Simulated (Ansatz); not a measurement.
GdGa₂: energy above lowest point and pressure against volume scale

All results are calculated (Ansatz 0.2.0). Free energy against uniform scaling of the volume at fixed shape and fractions; periodic cell, basis, potentials, k mesh and filling as listed.

The cell before it is scaled or strained (space group P6/mmm, No. 191):
```
cell vectors (Å)
   4.2230     0.0000     0.0000
  -2.1115     3.6572     0.0000
   0.0000     0.0000     4.1370
atoms (fractions of the cell vectors)
Gd  0.00000  0.00000  0.00000
Ga  0.33333  0.66667  0.50000
Ga  0.66667  0.33333  0.50000
```

Settings of every row: functional PBEsol; dispersion none; potentials PAW; wave cutoff 500 eV; density cutoff 2000 eV; k mesh 8x8x7; k shift 0x0x0; occupations fermi dirac; smearing width 0.1 eV; spin collinear.

Limits: coarse k mesh, up to 40 meV an atom off; state may not be the lowest; with one magnetic atom in the cell only parallel moments are possible.

```csv
row,volume scale,V (Å³/atom),energy above lowest point (meV/atom),pressure (GPa)
1,0.9,19.168,31.5,7.25
2,0.925,19.7,12.3,4.33
3,0.95,20.233,2.3,1.8
4,0.975,20.765,0,-0.39
5,1,21.298,?,?
6,1.025,21.83,14.8,-3.9
7,1.05,22.363,30.1,-5.29
8,1.075,22.895,49.8,-6.48
9,1.1,23.428,73,-7.5
```

Question: what energy above lowest point and pressure should row 5 give?

Worked fit of energy above lowest point. Take u = (V_r/V)^(2/3) − 1 with V_r = 21.297 Å³ an atom, which is twice the finite (Eulerian) strain; such expansions in the strain, on which the Birch-Murnaghan equation of state is built, carry the rest volume and the bulk modulus. The shown rows have u = 0.07274, 0.05334, 0.03476, 0.01701, -0.01634, -0.03204, -0.04709, -0.0616. Least squares give energy above lowest point = 4.51 − 452.5 × u + 10992 × u² + 4526 × u³ meV/atom; a parabola predicts inner rows, each left out in turn, worse (root mean square 0.34 against 0.071 meV/atom). The rows lie off it by 0.0, 0.0, 0.0, 0.0, 0.0, 0.0, 0.1, 0.0. The withheld row has u = -3e-05, so the fit gives 4.51 − 452.5 × (-3e-05) + 10992 × (-3e-05)² + 4526 × (-3e-05)³ = 4.5 meV/atom.

The calculation gave 4.5 meV/atom. The fit meets it to the printed digit.

Worked fit of pressure. Take u = (V_r/V)^(2/3) − 1 with V_r = 21.297 Å³ an atom, which is twice the finite (Eulerian) strain; such expansions in the strain, on which the Birch-Murnaghan equation of state is built, carry the rest volume and the bulk modulus. The shown rows have u = 0.07274, 0.05334, 0.03476, 0.01701, -0.01634, -0.03204, -0.04709, -0.0616. Least squares give pressure = −2.272 + 104.95 × u + 340.5 × u² + 227 × u³ GPa; a parabola predicts inner rows, each left out in turn, worse (root mean square 0.017 against 0.0043 GPa). All shown rows lie on it to the printed digit. The withheld row has u = -3e-05, so the fit gives −2.272 + 104.95 × (-3e-05) + 340.5 × (-3e-05)² + 227 × (-3e-05)³ = -2.28 GPa.

The calculation gave -2.27 GPa. The fit lies 0.01 GPa (0.068 % of the column's range) below it, one unit of the last digit.
